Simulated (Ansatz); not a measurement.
MgS: the change of pressure with volume per atom

All results are calculated (Ansatz 0.2.0). Periodic Kohn-Sham DFT of a crystal at fixed atoms; pressure and stress are positive in compression; the energy is the free energy less that of spherical unpolarised free atoms; site moments are those in the method's own spheres, positive along +z.

Cell of the first row (space group Fm-3m, No. 225):
```
MgS
1.0
      0.0000     2.5485     2.5485
      2.5485     0.0000     2.5485
      2.5485     2.5485     0.0000
Mg S
1 1
Direct
  0.00000 0.00000 0.00000
  0.50000 0.50000 0.50000
```

Settings of every row: method all-electron PAW; functional PBEsol; relativity scalar; k mesh 10x10x10; filling fermi-dirac; smearing width 0.03 eV; nucleus gaussian.

Atom start moment: 0 on all atoms.

```csv
row,volume per atom (Å³),pressure (GPa)
1,16.553,4.258
2,16.905,2.338
3,17.257,0.605
4,17.433,-0.197
5,17.609,?
6,17.786,-1.682
7,17.962,-2.369
8,18.314,-3.642
9,18.666,-4.792
```

Question: what pressure should row 5 give?

Worked fit of pressure. Take u = (V_r/V)^(2/3) − 1 with V_r = 17.61 Å³ an atom, which is twice the finite (Eulerian) strain; such expansions in the strain, on which the Birch-Murnaghan equation of state is built, carry the rest volume and the bulk modulus. The shown rows have u = 0.04213, 0.02761, 0.01359, 0.00676, -0.00661, -0.01311, -0.02579, -0.03808. Least squares give pressure = −0.9604 + 111.233 × u + 288.82 × u² + 266 × u³ GPa; a parabola predicts inner rows, each left out in turn, worse (root mean square 0.0047 against 0.0017 GPa). The rows lie off it by 0.000, 0.001, 0.000, -0.002, 0.001, 0.001, 0.000, 0.000. The pressure vanishes at u = 0.0084, or V = 17.39 Å³ an atom, and there the bulk modulus at fixed shape and fractions is B = −V dP/dV = (2/3)(1 + u) dP/du = 78.1 GPa. The withheld row has u = 4e-05, so the fit gives −0.9604 + 111.233 × (4e-05) + 288.82 × (4e-05)² + 266 × (4e-05)³ = -0.956 GPa.

The calculation gave -0.958 GPa. The fit lies 0.002 GPa (0.022 % of the column's range) above it; its largest miss of a shown row is 0.002 GPa.
